## Two-level LIF saturation: limits and scaling, N$_2^+$ $B\,^2\Sigma_u^+$–$X\,^2\Sigma_g^+$ (0,0)

**Model.** Closed pair, $n_1+n_2=n$; quenching $Q=k_qn_g$; $\Gamma=A_{21}+Q$. $B_{ij}$ refer to energy density per hertz, $I_\nu/c$; $g_1B_{12}=g_2B_{21}$, $A_{21}/B_{21}=8\pi h/\lambda^3$; magnetic sublevels averaged. Broadband light:
$$\dot n_2=\frac{I_\nu}{c}(B_{12}n_1-B_{21}n_2)-\Gamma n_2=0\ \Rightarrow\ F=A_{21}n_2=\frac{nA_{21}\beta}{1+I_{\rm sat}/I_\nu},$$
$$\beta=\frac{B_{12}}{B_{12}+B_{21}},\qquad I_{\rm sat}=\frac{c\,\Gamma}{B_{12}+B_{21}}=\frac{I_0}{(1+g_2/g_1)\,\phi},$$
with $I_0=8\pi hc/\lambda^3$, $\phi=A_{21}/\Gamma$.

**Dimensionless groups.** $F/nA_{21}$ depends on $I_\nu/I_0$, $Q/A_{21}$, $g_2/g_1$, only through $\beta$ and $s=I_\nu/I_{\rm sat}$. At $Q=0$, $I_{\rm sat}$ is independent of $A_{21}$.

**Inputs** (typical or illustrative; all numbers below are the model's): $\lambda\approx391.4$ nm, $\tau=1/A_{21}\approx60$ ns, $k_q\approx4\times10^{-10}$ cm$^3$ s$^{-1}$, 300 K, $M=28$ u, $g_1\approx g_2$. Then $I_0=0.25$ kW cm$^{-2}$/cm$^{-1}$.

**Intensity.**
- $s\ll1$: $F=n\phi B_{12}(I_\nu/c)(1-s+\dots)$.
- $s\gg1$: $F=nA_{21}\beta(1-1/s+\dots)$; $Q$ survives only in the correction.
- $\partial\ln F/\partial\ln I_\nu=1/(1+s)$, $\partial\ln F/\partial\ln Q=-(1-\phi)/(1+s)$.
- 10 % below linear at $s=1/9$, 10 % below plateau at $s=9$: a factor 81.
- Gaussian beam, peak $s$, whole cross-section viewed: $F\propto\ln(1+s)$. No plateau; quenching sensitivity falls as $1/\ln s$.

**Pressure.** $Q\tau\ll1$: $\phi\simeq1-Q\tau$. $Q\tau\gg1$: $\phi\simeq(Q\tau)^{-1}[1-(Q\tau)^{-1}]$, $I_{\rm sat}\propto p$. Crossover $p^*=k_BT/k_q\tau=1.3$ Torr; typical $k_q$ values scatter by about a factor 2 either way, and $p^*$ with them.

| $p$ (Torr) | $Q\tau$ | $\phi$ | $I_{\rm sat}$ (kW cm$^{-2}$/cm$^{-1}$) |
|---|---|---|---|
| 0.01 | 0.0077 | 0.99 | 0.13 |
| 1 | 0.77 | 0.56 | 0.22 |
| 10 | 7.7 | 0.11 | 1.1 |

Below, $p=10$ mTorr.

**Linewidth.** Single-frequency intensity $I$: replace $I_\nu\to I g(\delta)$, $g=(2/\pi\Delta\nu_h)/(1+x^2)$, $x=2\delta/\Delta\nu_h$, $\Delta\nu_h$ the FWHM:
$$\frac{n_2}{n}=\frac{\beta s_0}{1+s_0+x^2},\qquad s_0=\frac{I}{I_{s0}},\qquad I_{s0}=\frac{\pi}{2}\Delta\nu_hI_{\rm sat}.$$
FWHM $=\Delta\nu_h\sqrt{1+s_0}$, with the line-centre $s_0$; limits $\Delta\nu_h(1+s_0/2)$ and $\Delta\nu_h\sqrt{s_0}\,(1+1/2s_0)$. Without pure dephasing $\Delta\nu_h=\Gamma/2\pi=2.7$ MHz (velocity width $\lambda\Delta\nu_h=1.0$ m/s) and $I_{s0}=I_0\tau\Gamma^2/8=18$ mW cm$^{-2}$.

Doppler width along a beam parallel to the wall, ions at 300 K in that direction: $\Delta\nu_D=\lambda^{-1}\sqrt{8\ln2\,k_BT/M}=1.8$ GHz. While the power-broadened width is small against $\Delta\nu_D$, sum over velocity classes: $\int s_0\,dx/(1+s_0+x^2)=\pi s_0/\sqrt{1+s_0}$. Hence $F\propto I$ for $s_0\ll1$, $F\propto\sqrt I$ up to $s_0\sim(\Delta\nu_D/\Delta\nu_h)^2=4.5\times10^5$, plateau beyond. That second crossover, $\pi^2I_0\tau\Delta\nu_D^2/2\approx8$ kW cm$^{-2}$, is independent of $Q$.

**Pulse length.** Rate equations, step switch-on: $n_2=n\beta\frac{s}{1+s}[1-e^{-(1+s)\Gamma t}]$. Steady state needs $(1+s)\Gamma t_p\gg1$. For $t_p=10$ ns, $\Gamma t_p=0.17$: saturation is set by fluence, $s\sim1/\Gamma t_p\approx6$. Photons emitted after the pulse carry the yield $\phi$ again, so the time-integrated signal stays quenching-dependent.

**Leak and transit.** A real rotational line is open. Now $\Gamma=1/\tau+Q$, $A_{21}=b/\tau$, $b\approx0.35$ (vibrational branching about 0.7, about half per P or R branch). Leak $\Gamma_\ell=\Gamma-b/\tau$, quenched ions not returning. Ions enter in level 1 at rate $Rn$ and leave both levels at rate $R$; $W=A_{21}I_\nu/I_0$:
$$\frac{n_2}{n}=\frac{W}{\Gamma+R+W(2+\Gamma_\ell/R)},\qquad I_{\rm sat}'=I_0\frac{\tau}{b}\,\frac{\Gamma+R}{2+\Gamma_\ell/R}.$$
- $\Gamma_\ell\ll R$: plateau $\tfrac12(1-\Gamma_\ell/2R)$.
- $\Gamma_\ell\gg R$: plateau $(R/\Gamma_\ell)(1-2R/\Gamma_\ell)$, flux-limited and dependent on $Q$. Crossover $\Gamma_\ell=2R$.

Sheath edge, $T_e\approx3$ eV: Bohm speed $\sqrt{k_BT_e/M}=3.2$ km/s; 1 mm beam, $R=3.2\times10^6$ s$^{-1}$, $\Gamma_\ell/R=3.4$. Transit also damps the coherence (rate $\Gamma/2+R$), widening $\Delta\nu_h$ by the fraction $2R/\Gamma\approx0.4$. Neglected charge exchange ($\sigma\approx4\times10^{-15}$ cm$^2$) runs at $0.13R$. The model's plateau is 0.18 against 0.5 for the closed pair. The weaker line raises the saturation scale, optical pumping lowers it; the model's $I_{\rm sat}'=0.16$ kW cm$^{-2}$/cm$^{-1}$ lies near the closed 0.13 only through this cancellation.